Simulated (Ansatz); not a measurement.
Appearance energy of a fragment ion: C2H5ClSi2 → [SiH3]+ + SiH2(CC)Cl + e⁻

Species: C2H5ClSi2 `[SiH3]C#C[SiH2]Cl`, singlet; [SiH3]+ `[SiH3+]`, singlet; SiH2(CC)Cl, doublet. 

Shapes, held fixed at every level: PBE0-D4/def2-TZVP. Programs: Ansatz 0.2.0. Electronic energies: no zero-point or thermal term.

```json
{"level": "HF/def2-SVP", "kind": "Hartree–Fock", "ΔE (eV)": "+11.82"}
{"level": "HF/def2-TZVPP", "kind": "Hartree–Fock", "ΔE (eV)": "+11.85"}
{"level": "r2SCAN-D4/def2-TZVPP", "kind": "meta-GGA", "ΔE (eV)": "+13.69"}
{"level": "PBE0-D4/def2-TZVPP", "kind": "global hybrid", "ΔE (eV)": "+13.75"}
{"level": "r2SCAN0-D4/def2-TZVPP", "kind": "global hybrid", "ΔE (eV)": "+13.67"}
{"level": "wB97M-V/def2-TZVPP", "kind": "range-separated hybrid", "ΔE (eV)": "+13.71"}
{"level": "wB97X-V/def2-TZVPP", "kind": "range-separated hybrid", "ΔE (eV)": "+13.74"}
{"level": "B2PLYP/def2-TZVPP", "kind": "double hybrid", "ΔE (eV)": "+13.61"}
```

B2PLYP/def2-TZVPP gives ΔE = +13.61 eV; the levels span +11.82 to +13.75. The median of the levels is +13.68. No measured value is set beside it here. Spin contamination: SiH2(CC)Cl (⟨S²⟩ up to 1.17). Open shells run unrestricted unless RO is named. The onset seen in experiment also holds zero-point changes and kinetic shifts.

The correlated levels place this fragmentation between +13.61 and +13.75 eV, whereas Hartree–Fock lies far lower. Enlarging its basis only moves it from +11.82 to +11.85 eV, so the gap is not a basis-set effect. The process breaks a strong Si–C(sp) bond and removes an electron from the silyl side, leaving one fewer electron pair than in the parent. Hartree–Fock misses the correlation energy of that pair and therefore underestimates the cost. Spin polarization of the triple bond in the alkynyl radical probably lowers the unrestricted product energy as well, adding to the error in the same direction.

The high threshold reflects both steps: an sp carbon forms a short, strong bond to silicon, and the radical left behind gains little stabilization if its unpaired electron stays in the in-line σ orbital. Placing the charge on silyl is chemically reasonable, since electropositive silicon carries it better than an sp carbon. Whether this channel opens before the competing loss that gives a chlorosilyl cation remains undetermined.
